Each entry is the energy of one electron band at a corner of the usual path through the Brillouin zone (Gamma is the zone's centre), measured from the Fermi level, up to which the bands are filled. The energies are density-functional orbital energies for an unrelaxed cell of tantalum nitride, TaN, without spin-orbit coupling. The calculation treats 18 electrons, and a band holds two, so nine bands could be exactly filled. The ninth is band v2 and the tenth is band v1.

Kohn-Sham bands of TaN (P-6m2) in an unrelaxed cell, calculated with Ansatz 0.2.0 using r2SCAN, plane waves and generated PAW datasets, scalar-relativistic and without spin polarization. The plane-wave cutoff is 500 eV, the k-mesh 13×13×12 and the Fermi-Dirac smearing 0.1 eV wide. Band v1 is the highest band that is filled at some mesh point.

```
k-point  coordinates (reciprocal vectors of the computed cell, not always the standard one)  band v3 (eV from the Fermi level)  band v2 (eV from the Fermi level)  band v1 (eV from the Fermi level)  band c1 (eV from the Fermi level)  band c2 (eV from the Fermi level)
  Gamma                                                                               0 0 0                              -4.35                              -3.15                               2.42                               3.71                               3.71
      M                                                                             0.5 0 0                              -3.57                              -3.40                               3.22                               4.11                               5.42
      K                                                                       0.333 0.333 0                              -5.39                               0.03                               1.27                               1.58                               2.70
      A                                                                             0 0 0.5                              -3.94                              -0.07                              -0.07                               2.34                               3.60
      L                                                                           0.5 0 0.5                              -5.90                              -0.52                               4.42                               5.45                               6.06
      H                                                                     0.333 0.333 0.5                              -4.16                              -0.53                               4.68                               5.08                               6.92
```

At four of the six corners these two bands lie roughly 5 to 7 eV apart, which looks like a wide-gap insulator. At A, however, they coincide at −0.07 eV, and there the tenth band lies below the Fermi level too. TaN therefore has no gap, and the reason lies on the line from Gamma to A, along the direction in which the layers are stacked.

On that line the crystal keeps a threefold axis with mirror planes through it. Symmetry then sorts the levels into single ones and doublets, pairs of equal energy that hold two bands. At Gamma the ninth band is a single level at −3.15 eV, and the lowest empty doublet, bands c1 and c2, is far above it at 3.71 eV. The tenth band lies between them as another single level, at 2.42 eV. At A the doublet has come down to −0.07 eV, and a single level, band c1, stands above it at 2.34 eV. Eight bands lie below these levels at both ends, and counting orbitals suggests four single levels and two doublets each time. Single levels built from s, p and d orbitals repel one another on this line and so keep their order, which links the ninth band at Gamma to band c1 at A. The order of that level and the doublet has turned over.

A single level and a doublet have different symmetry on this line, so they can't repel each other and must cross. Nine electron pairs end neatly on a single level at Gamma, but at A the ninth pair meets a doublet with room for two pairs. The ninth and tenth bands therefore touch, whatever the exact position of the Fermi level.

Why the order turns over can be argued from the shapes of the orbitals. Each nitrogen atom lies midway between two tantalum layers. At Gamma the tantalum orbitals above and below it have the same sign; at A they have opposite signs. The nitrogen p orbitals that lie in the layer look the same from above and below, so they mix with the flat tantalum pair dxy and dx²−y² at Gamma, while at A the two contributions cancel. The upright nitrogen p orbital changes sign from top to bottom, so it mixes with tantalum dz² at A and not at Gamma.

Mixing with the lower-lying nitrogen p orbitals pushes a tantalum level up. The push thus acts on the flat pair at Gamma and on dz² at A, which fits the order found. Direct overlap of dz² orbitals along the stack works in the same direction, and these energies don't separate the two effects. The orbital names follow the accepted picture of this compound; the table itself shows only which levels are single and which are paired. The doublet at Gamma could also be the tilted pair dxz and dyz, which nitrogen p orbitals don't push there. The flat pair would then lie higher still, and the two pairs would exchange their make-up on the way to A.

A simple model lets each level run from Gamma to A as one cosine, as it would if it kept the same make-up and only neighbouring layers interacted. With kz as the coordinate along the stack (0 at Gamma, 0.5 at A) and x = sin²(π kz), the energies in eV are

E(single) = −3.15 + 5.49 x
E(doublet) = 3.71 − 3.78 x

They are equal at x = 6.86 / (5.49 + 3.78) = 0.74, that is at kz = 0.33 and an energy of 0.91 eV. The end values were put in, so only the crossing is a test.

The model fails that test. Over the whole mesh of k-points the ninth band rises above the bottom of the tenth by 0.36 eV. Since the tenth reaches down at least to −0.07 eV, the ninth can't lie higher than about 0.29 eV at any mesh point, and one of these points falls almost exactly on the predicted crossing. At that point at least one of the two levels must run well below its cosine, as a level that changes its make-up can. The change of order, together with symmetry, settles that there is a crossing; its energy needs the full bands.

K is the irregular corner. Its two bands are only 1.24 eV apart, and the ninth comes up to the Fermi level. Symmetry alone doesn't explain this, because H has the same symmetry and a separation of 5.21 eV. Nor does a picture with one orbital per tantalum atom in a triangular layer: set to the ninth band at Gamma and K, it misses M by about 3 eV. One possible reason for that miss is that several d orbitals, kept apart by the threefold axis at K, mix at M and push the ninth band down. Band v3 lies only 0.17 eV below it there, so nitrogen p orbitals may play a part too. The small separation at K stays unexplained here.

Spin-orbit coupling, left out here, can shift or split tantalum d levels by tenths of an eV, the doublet at A included. The signs of the small energies at A and K are therefore not secure. In TaN the crossing on the line is known to survive in part, as points where three bands, each then holding one electron, meet. The material is a semimetal: it conducts, but with few states at the Fermi level. The printed output below gives the separations and both model tests.

Output of the analysis:

```
Ninth and tenth band at the corners in eV:
    row  band 9  band 10  band 10 less band 9
  Gamma   -3.15     2.42                 5.57
      M    -3.4     3.22                 6.62
      K    0.03     1.27                 1.24
      A   -0.07    -0.07                    0
      L   -0.52     4.42                 4.94
      H   -0.53     4.68                 5.21
Number of corners where bands 9 and 10 are more than 4 eV apart: 4
Lowest corner value of band 10 less highest corner value of band 9 in eV: -0.1
Spread of band 9 over Gamma M K in eV: 3.43
Spread of band 9 over A L H in eV: 0.46
Rise of the single level from Gamma to A in eV: 5.49
Fall of the doublet from Gamma to A in eV: 3.78
Doublet less single level at Gamma in eV: 6.86
Doublet less single level at A in eV: -2.41
Cosine model, crossing energy in eV from the Fermi level: 0.9127
Cosine model, crossing position as kz (A is 0.5): 0.3297
Overlap of bands 9 and 10 on the whole mesh in eV: 0.3629
Upper bound for band 9 on the mesh in eV from the Fermi level: 0.2929
Cosine crossing less that upper bound in eV: 0.6198
One-orbital model, band 9 at M in eV: -0.3233
One-orbital model less computed band 9 at M in eV: 3.077
```
